Dear colleague,

Your question was which correlated method to run on a film of separate ethylene $\pi$ bonds, some planar and some twisted. The two-site Hubbard model answers it with numbers, because it can be solved exactly and every method can be scored against that solution. I count work in multiply-adds and memory in stored numbers (words). An error is always approximate minus exact energy.

\section*{One dimer, exactly}

For two carbon $2p_z$ sites and two electrons,
\begin{equation}
H=-t\sum_{\sigma}\left(c^\dagger_{1\sigma}c_{2\sigma}+c^\dagger_{2\sigma}c_{1\sigma}\right)+U\sum_{i=1,2}n_{i\uparrow}n_{i\downarrow},\qquad t,U>0 .
\end{equation}
With $|ij\rangle=c^\dagger_{i\uparrow}c^\dagger_{j\downarrow}|0\rangle$ the $M_S=0$ space has four states, and every hop has the element $-t$. The combination $|12\rangle-|21\rangle$ is the triplet, at energy $0$, and $|11\rangle-|22\rangle$ is a singlet at $U$. The normalised ionic state $|11\rangle+|22\rangle$ and covalent state $|12\rangle+|21\rangle$ have energies $U$ and $0$ and are coupled by $-2t$. The lower root is the ground state, and the Hellmann--Feynman theorem gives the double occupancy per site:
\begin{equation}
E_0=\frac U2-\sqrt{\frac{U^2}{4}+4t^2},\qquad
d=\frac12\frac{\partial E_0}{\partial U}=\frac14\left(1-\frac{U}{\sqrt{U^2+16t^2}}\right).
\end{equation}
The singlet--triplet gap is $-E_0$, which tends to $4t^2/U$ for $U\gg t$.

Symmetry fixes the restricted Hartree--Fock (RHF) orbitals $g,u=(1\pm2)/\sqrt2$. The determinant $g^2$ has energy $E_{\rm RHF}=U/2-2t$, the determinant $u^2$ has $U/2+2t$, and they are coupled by $U/2$. Measured from $E_{\rm RHF}$,
\begin{equation}
h=\begin{pmatrix}0&K\\K&\Delta\end{pmatrix},\qquad K=\frac U2,\qquad \Delta=4t,\qquad y=\frac K\Delta=\frac{U}{8t}.
\label{h2}
\end{equation}
The ground state is $g^2+\tau\,u^2$ with
\begin{equation}
\tau=\frac{1-\sqrt{1+4y^2}}{2y},\qquad
E_{\rm corr}=K\tau=2t-\sqrt{4t^2+\frac{U^2}{4}}\;\to\;-\frac{U^2}{16t}\quad(U\ll t).
\end{equation}

My inputs are assumed values of a size typical for $\pi$-electron models: $t=2.4$ eV for planar ethylene, an on-site repulsion $U_0=11$ eV and an intersite repulsion $V=7$ eV. A term $Vn_1n_2$ puts covalent states at $V$ and ionic states at $U_0$, so up to the constant $V$ the spectrum is that of the Hubbard dimer with $U=U_0-V=4.0$ eV. For the twisted bond I assume $t=2.4\cos\theta$ eV at fixed $U$ and choose $t=0.75$ eV, which is $\theta=72^\circ$.

\begin{center}
\begin{tabular}{lcccccc}
\hline
 & $y$ & $\tau$ & $E_{\rm corr}$ (eV) & $d$ & gap (eV) & $4t^2/U$ (eV)\\
\hline
planar & 0.208 & $-0.200$ & $-0.400$ & 0.154 & 3.20 & 5.76\\
twisted & 0.667 & $-0.500$ & $-1.000$ & 0.050 & 0.50 & 0.56\\
\hline
\end{tabular}
\end{center}

These are the model's numbers. As typical knowledge, the vertical singlet--triplet gap of planar ethylene lies near 4.5 eV, so the model falls low by a little under 30 per cent. The twisted row ignores any relaxation of the $\sigma$ frame.

\section*{The test system and the rules of counting}

Take $N$ uncoupled dimers. The exact correlation energy is $NE_{\rm corr}$. One could solve a single dimer and multiply, but you want the price of a program that would still work once the units interact. So I charge every method as if all two-electron integrals were nonzero. There are $M=2N$ orbitals, $N$ occupied and $N$ virtual for each spin. I use conservation of $M_S$ and the antisymmetry of same-spin pairs, and no further symmetry. The RHF step is common to all methods and left out. With $q=\binom N2$ the number of double excitations is
\begin{equation}
P=2q^2+N^4 .
\end{equation}
Transforming all integrals to the orbital basis takes four quarter steps of $M^5$, in all $T=128N^5$, and two arrays of $M^4$ words.

\section*{Full CI by Lanczos steps}

The $4\times4$ diagonalisation above is full CI. For $N$ dimers the dimension is $D=\binom{2N}{N}^2\simeq16^N/(\pi N)$. By the Slater--Condon rules each determinant couples to itself, to $2N^2$ singles and to $P$ doubles, so a row holds $r=1+2N^2+P\simeq\frac32N^4$ elements and one product of $H$ with a vector costs $Dr$. Lanczos iteration from the RHF determinant builds a tridiagonal matrix of size $k+1$ with $k+1$ products, of which the first costs only $r$ and is dropped. The energy needs three vectors:
\begin{equation}
W_{\rm L}(k)=T+kDr,\qquad \text{memory}\simeq 3D+16N^4 .
\end{equation}

The error follows in closed form. $H$ conserves the electron number, spin and parity of each dimer, so from RHF it reaches only products of $g^2$ and $u^2$. Let $|m\rangle$ be the normalised symmetric sum over all choices of $m$ excited dimers. Then
\begin{equation}
\langle m|H-NE_{\rm RHF}|m\rangle=m\Delta,\qquad
b_m=\langle m+1|H|m\rangle=K\sqrt{(m+1)(N-m)},
\label{tri}
\end{equation}
and all other elements vanish. The matrix is already tridiagonal and starts at $|0\rangle$, so the $|m\rangle$ are the Lanczos vectors. Step $k$ gives the energy $E^{(k)}$ of CI truncated at $2k$-fold excitations, and step $N$ is exact. For $k=1$, $E^{(1)}=\Delta/2-\sqrt{\Delta^2/4+NK^2}$ grows only as $\sqrt N$, which is the size inconsistency of doubles CI.

The exact state is a product, $\psi_m\propto\sqrt{\binom Nm}\,\tau^m$, so its weights are binomial, $\psi_m^2=\binom Nm p^m(1-p)^{N-m}$ with $p=\tau^2/(1+\tau^2)$. Let $\phi$ be the truncated eigenvector. Evaluating $\langle\phi|H|\psi\rangle$ to the left and to the right gives the identity $(E^{(k)}-NE_{\rm corr})\langle\phi|\psi\rangle=-b_k\phi_k\psi_{k+1}$. Setting $\phi_k\approx\psi_k$, $\langle\phi|\psi\rangle\approx1$ and using $b_k|\psi_k|=(k+1)(K/|\tau|)\,|\psi_{k+1}|$,
\begin{equation}
E^{(k)}-NE_{\rm corr}\approx(k+1)\frac{K}{|\tau|}\binom{N}{k+1}p^{k+1}(1-p)^{N-k-1}.
\label{lanerr}
\end{equation}
The error is small only when $k$ lies in the tail beyond the mean $Np$, and there it falls faster than geometrically. The number of steps for a fixed error therefore grows linearly with $N$, on top of the exponential $D$.

\section*{M{\o}ller--Plesset theory}

The orbital energies are $U/2\mp t$, so the denominator of the double excitation is $4t=\Delta$, and in \eqref{h2} the perturbation beyond first order is the off-diagonal $K$ alone. The series is then the Taylor series in $y$,
\begin{equation}
E_{\rm corr}=\Delta\left(-y^2+y^4-2y^6+5y^8-\dots\right)=-\Delta\sum_{s\ge0}(-1)^sC_s\,y^{2s+2},\qquad C_s=\frac{1}{s+1}\binom{2s}{s}.
\end{equation}
Odd orders vanish. Since $C_{s+1}/C_s$ rises towards 4, successive terms approach the ratio $4y^2=(U/4t)^2$. This is 0.174 for the planar bond and 1.78 for the twisted one, where the series diverges. For $U<4t$ the terms alternate and shrink, so the error is bounded by the first omitted term. The series is additive over dimers.

MP2 needs only the integrals $(ia|jb)$. The quarter steps cost $NM^4$, $N^2M^3$, $N^3M^2$ and $N^4M$, which sum to $(16+8+4+2)N^5$, and the energy is a sum over $P$ terms:
\begin{equation}
W_2=30N^5+P,\qquad \text{memory}\simeq M^4+NM^3=24N^4 .
\end{equation}

\section*{Coupled-cluster doubles}

In spin orbitals ($i,j,k,l$ occupied, $a,b,c,d$ virtual, repeated indices summed) the CCD update with orbital-energy denominators $D_{ij}^{ab}=\epsilon_i+\epsilon_j-\epsilon_a-\epsilon_b$ is
\begin{align}
D_{ij}^{ab}t_{ij}^{ab}\leftarrow{}&\langle ab\|ij\rangle+\tfrac12\langle ab\|cd\rangle t_{ij}^{cd}+\tfrac12W_{klij}t_{kl}^{ab}+\hat P(ij)\hat P(ab)\,W_{kbcj}t_{ik}^{ac}\nonumber\\
&+\hat P(ab)F_{bc}t_{ij}^{ac}-\hat P(ij)F_{kj}t_{ik}^{ab},
\end{align}
where $\hat P(ij)f_{ij}=f_{ij}-f_{ji}$, $W_{klij}=\langle kl\|ij\rangle+\frac12\langle kl\|cd\rangle t_{ij}^{cd}$, $W_{kbcj}=\langle kb\|cj\rangle+\frac12\langle kl\|cd\rangle t_{jl}^{bd}$, $F_{bc}=-\frac12\langle kl\|cd\rangle t_{kl}^{bd}$ and $F_{kj}=\frac12\langle kl\|cd\rangle t_{jl}^{cd}$. Each contraction is a matrix product. The virtual ladder, the building of $W_{klij}$ and its use run over pair indices, of dimension $q$ for each same-spin block and $N^2$ for opposite spins, and cost $2q^3+N^6$ each. The building and the use of $W_{kbcj}$ run over particle--hole indices, one spin-conserving block of dimension $2N^2$ and two spin-flip blocks of dimension $N^2$, and cost $8N^6+2N^6$ each. Building the two $F$ arrays costs $4N^2(qN+N^3)$ and using them $4NP$. One step costs
\begin{equation}
w=23N^6+6q^3+4N^5+4N^3q+4NP\simeq23.75\,N^6,\qquad W_{\rm CC}(j)=T+P+jw .
\end{equation}
Integrals ($16N^4$), two amplitude sets ($\simeq3N^4$) and the $W$ arrays ($\simeq7.5N^4$) stay below the $32N^4$ words of the transformation, which set the peak.

Only connected terms enter, so uncoupled dimers keep one amplitude each. Projecting $e^{-\hat T}he^{\hat T}$ on $u^2$ gives $K+\Delta\tau-K\tau^2=0$, whose negative root is the exact $\tau$. CCD is exact for this model, and its error is that of stopping. The update becomes
\begin{equation}
\tau_{j+1}=y(\tau_j^2-1),\qquad \tau_0=-y,\qquad
\varepsilon_{j+1}=y\,\varepsilon_j(\varepsilon_j+2\tau),\qquad\varepsilon_j=\tau_j-\tau,
\end{equation}
and the energy error is $NK\varepsilon_j$. The start $j=0$ is MP2, $j=1$ equals MP4 here, and each step fixes two more orders. The error alternates and shrinks by
\begin{equation}
\rho=2y|\tau|=\sqrt{1+(U/4t)^2}-1
\end{equation}
per step, which is below one for $U<4\sqrt3\,t$, a wider range than the series has. We get $\rho=0.083$ (planar) and $0.667$ (twisted). A total error $\delta$ needs $j\approx\ln(NK|\varepsilon_0|/\delta)/\ln(1/\rho)$ steps, which grows only as $\ln N$.

\section*{The tables}

The counts in multiply-adds, and $D$:
\begin{center}
\begin{tabular}{cccccc}
\hline
$N$ & $W_2$ & $T$ & $w$ & $D$ & $Dr$\\
\hline
2 & $9.8\times10^{2}$ & $4.1\times10^{3}$ & $1.8\times10^{3}$ & 36 & $9.7\times10^{2}$\\
3 & $7.4\times10^{3}$ & $3.1\times10^{4}$ & $1.9\times10^{4}$ & 400 & $4.7\times10^{4}$\\
4 & $3.1\times10^{4}$ & $1.3\times10^{5}$ & $1.1\times10^{5}$ & 4900 & $1.8\times10^{6}$\\
8 & $9.9\times10^{5}$ & $4.2\times10^{6}$ & $6.5\times10^{6}$ & $1.7\times10^{8}$ & $9.6\times10^{11}$\\
16 & $3.2\times10^{7}$ & $1.3\times10^{8}$ & $4.1\times10^{8}$ & $3.6\times10^{17}$ & $3.4\times10^{22}$\\
\hline
\end{tabular}
\end{center}

From here on $N=8$ and one unit of work is $W_2$. The exact correlation energies are $-3.2$ eV (planar) and $-8.0$ eV (twisted). Memory is $9.8\times10^4$ words for MP2, $1.3\times10^5$ for CCD and $5.0\times10^8$ for full CI. Total errors in eV for CCD after $j$ steps, with order $2j+2$ of the series beside them (the work in the first row is that of MP2):
\begin{center}
\begin{tabular}{cccccc}
\hline
 & & \multicolumn{2}{c}{planar} & \multicolumn{2}{c}{twisted}\\
$j$ & work & CCD & MP($2j+2$) & CCD & MP($2j+2$)\\
\hline
0 & 1 & $-0.133$ & $-0.133$ & $-2.67$ & $-2.67$\\
1 & 11 & 0.0113 & 0.0113 & 2.07 & 2.07\\
2 & 17 & $-9.4\times10^{-4}$ & $-1.2\times10^{-3}$ & $-1.20$ & $-2.14$\\
3 & 24 & $7.9\times10^{-5}$ & $1.5\times10^{-4}$ & 0.863 & 2.54\\
7 & 50 & & & 0.165 & \\
13 & 90 & & & 0.0144 & \\
14 & 97 & & & $-9.6\times10^{-3}$ & \\
20 & 136 & & & $-8.4\times10^{-4}$ & \\
\hline
\end{tabular}
\end{center}
The step estimate gives 19.5 for 1 meV in the twisted case, and the iteration needs 20. A general MP4 program does contractions of the same kind and size as one CCD step and adds triples, of order $N^6$ amplitudes each summed over $N$ orbitals, to reach the same energy as $j=1$. MP6 misses 1 meV where $j=2$ meets it. So only MP2 remains a candidate from the series.

Lanczos errors in eV, from the leading blocks of \eqref{tri}:
\begin{center}
\begin{tabular}{cccc}
\hline
$k$ & work ($10^6$ units) & planar & twisted\\
\hline
1 & 0.97 & 0.581 & 3.65\\
2 & 1.9 & 0.0697 & 1.55\\
3 & 2.9 & $4.9\times10^{-3}$ & 0.54\\
4 & 3.9 & $2.0\times10^{-4}$ & 0.14\\
5 & 4.9 & $4.9\times10^{-6}$ & 0.023\\
6 & 5.8 & & $2.1\times10^{-3}$\\
7 & 6.8 & & $7.9\times10^{-5}$\\
8 & 7.8 & 0 & 0\\
\hline
\end{tabular}
\end{center}
The means $Np$ are 0.31 and 1.6. Estimate \eqref{lanerr} gives $2.1\times10^{-4}$ eV for planar $k=4$ and $8.2\times10^{-5}$ eV for twisted $k=7$, about 4 per cent above the table.

\section*{Cheapest choice for a stated accuracy}

For the total energy of eight units, with work in units:
\begin{center}
\begin{tabular}{lcccc}
\hline
 & \multicolumn{2}{c}{planar} & \multicolumn{2}{c}{twisted}\\
target & cheapest & Lanczos & cheapest & Lanczos\\
\hline
0.2 eV & MP2, 1 & $k=2$ & CCD $j=7$, 50 & $k=4$\\
20 meV & CCD $j=1$, 11 & $k=3$ & CCD $j=13$, 90 & $k=6$\\
1 meV & CCD $j=2$, 17 & $k=4$ & CCD $j=20$, 136 & $k=7$\\
\hline
\end{tabular}
\end{center}
Lanczos needs fewer steps in the twisted case, but one of its steps costs $1.5\times10^5$ CCD steps. Convergence acceleration would shorten both iterations and leave that ratio alone. Sparsity does not reverse the verdict either. In the site basis a given spin can hop on a given dimer when it occupies exactly one of the two sites, a fraction $2\binom{2N-2}{N-1}/\binom{2N}{N}=N/(2N-1)$ of determinants. A row then holds $1+2N^2/(2N-1)=9.5$ elements on average. Granting this saving to full CI alone, one product still costs $1.6\times10^3$ units, more than any CCD entry above.

Full CI wins for small $N$. At 1 meV total, leaving out the shared $T$, the twisted trimer takes $1.4\times10^5$ multiply-adds by three Lanczos steps against $3.5\times10^5$ by 18 CCD steps. At $N=4$ the order reverses, $7.1\times10^6$ by four steps against $1.9\times10^6$ by 18. For planar bonds, where two CCD steps suffice and Lanczos needs all $N$, the crossing comes earlier: $1.9\times10^3$ against $3.6\times10^3$ at $N=2$, and $1.4\times10^5$ against $3.9\times10^4$ at $N=3$.

The same tables serve your gaps. The $M_S=1$ triplet of one dimer is a single determinant and exact at energy 0. For MP2 and CCD, which are additive, the error of a local singlet--triplet gap is minus the error per dimer. RHF gives 2.80 eV for the planar bond and MP2 3.217 eV, against the model's 3.200 eV.

\section*{Best choice inside a budget}

With 2 units only MP2 fits. Its error is $-0.133$ eV for planar bonds and $-2.67$ eV for twisted ones, a third of the correlation energy. With 20 units take CCD with two steps, good to 1 meV for planar bonds but still $-1.20$ eV off for twisted ones. With 100 units CCD runs 14 steps and brings the twisted error to $-9.6$ meV. Full CI to termination needs a budget of $10^7$ units. A memory limit of $10^8$ words admits full CI up to $N=7$, where three vectors take $3.5\times10^7$ words, CCD up to $N=42$ and MP2 up to $N=45$.

\section*{Two terms that change the verdict}

The first is $V$. It drops out of \eqref{h2}, hence out of all exact and Lanczos numbers, but not out of the orbital energies. With $V$ the Coulomb integrals are $J_{gg}=J_{gu}=J_{uu}=(U_0+V)/2$ and the exchange integral is $K=(U_0-V)/2$. Then $\epsilon_u-\epsilon_g=2t+2J_{gu}-K-J_{gg}=2t+V$, and the denominator grows from $\Delta=9.6$ eV to $\Delta+2V=23.6$ eV for the planar bond. MP2 gives $-K^2/(\Delta+2V)=-0.169$ eV per dimer instead of $-0.417$ eV, and its total error becomes 1.84 eV. The perturbation gains the diagonal element $-2V$. Scaled by $\lambda$, the two roots meet where $(\Delta+2V-2V\lambda)^2+4K^2\lambda^2=0$, at $|\lambda|=(\Delta+2V)/(2\sqrt{V^2+K^2})=1.62$, where the pure Hubbard value is $4t/U=2.4$. The CCD update becomes $\tau_{j+1}=(K\tau_j^2+2V\tau_j-K)/(\Delta+2V)$, with the same fixed point and the rate $(2V+2K\tau)/(\Delta+2V)=0.56$. The 0.2 eV target now takes four steps (31 units, error 0.187 eV) and the 1 meV target 14 steps (97 units). The good showing of MP2 in my tables belongs to the pure Hubbard partition. With the intersite repulsion kept, MP2 meets none of the three targets, while CCD stays cheapest by more than four orders of magnitude over Lanczos.

The second is coupling between the units. CCD is exact here only because each dimer holds two electrons and talks to no other. With hopping between dimers, as in a conjugated chain, singles and connected triples enter the energy at fourth order in the perturbation, and converged CCD keeps a residual error that this model cannot size. The work and memory counts carry over unchanged, since they already assume dense integrals. For such a system I would solve two or three coupled units by full CI, which at $N\le3$ costs at most 2.4 CCD steps per product, read off the residual CCD error there, and use CCD for the film only where that error lies below your target.